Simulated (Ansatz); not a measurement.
## A series in volume scale on Sb

Results calculated with Ansatz 0.2.0, not measured. Periodic Kohn-Sham DFT of a crystal at fixed atoms, scaled to volume_scale times the given cell; pressure positive in compression, energy less spherical unpolarised free atoms, largest_vzz the field gradient of largest size among the nuclei.

The cell before it is scaled or strained (space group Pm-3m, No. 221):
```
CELL_PARAMETERS angstrom
3.16000 0.00000 0.00000
0.00000 3.16000 0.00000
0.00000 0.00000 3.16000
ATOMIC_POSITIONS crystal
Sb 0.00000 0.00000 0.00000
```

Settings of every row: method all-electron PAW; functional PBEsol; relativity scalar; k mesh 12x12x12; filling fermi-dirac; smearing width 0.08 eV; nucleus gaussian.

Atom start moment: 0 on all atoms.

Limits: no spin-orbit coupling on heavy atoms.

| row | volume scale | V (Å³/atom) | pressure (GPa) |
| --- | --- | --- | --- |
| 1 | 0.94 | 29.661 | -1.818 |
| 2 | 0.96 | 30.292 | -2.863 |
| 3 | 0.98 | 30.923 | ? |
| 4 | 0.99 | 31.239 | -4.214 |
| 5 | 1 | 31.554 | -4.614 |
| 6 | 1.01 | 31.87 | -4.991 |
| 7 | 1.02 | 32.186 | -5.346 |
| 8 | 1.04 | 32.817 | -5.995 |
| 9 | 1.06 | 33.448 | -6.571 |

Question: what pressure should row 3 give?

Worked fit of pressure. Take u = (V_r/V)^(2/3) − 1 with V_r = 31.712 Å³ an atom, which is twice the finite (Eulerian) strain; such expansions in the strain, on which the Birch-Murnaghan equation of state is built, carry the rest volume and the bulk modulus. The shown rows have u = 0.04558, 0.03101, 0.01007, 0.00334, -0.00331, -0.00984, -0.02258, -0.03491. Least squares give pressure = −4.8051 + 56.751 × u + 183.6 × u² + 199 × u³ GPa; a parabola predicts inner rows, each left out in turn, worse (root mean square 0.0031 against 0.00063 GPa). The rows lie off it by 0.000, 0.000, 0.001, -0.001, 0.000, 0.000, 0.000, 0.000. The withheld row has u = 0.01694, so the fit gives −4.8051 + 56.751 × (0.01694) + 183.6 × (0.01694)² + 199 × (0.01694)³ = -3.790 GPa.

The calculation gave -3.79 GPa. The fit meets it to the printed digit.
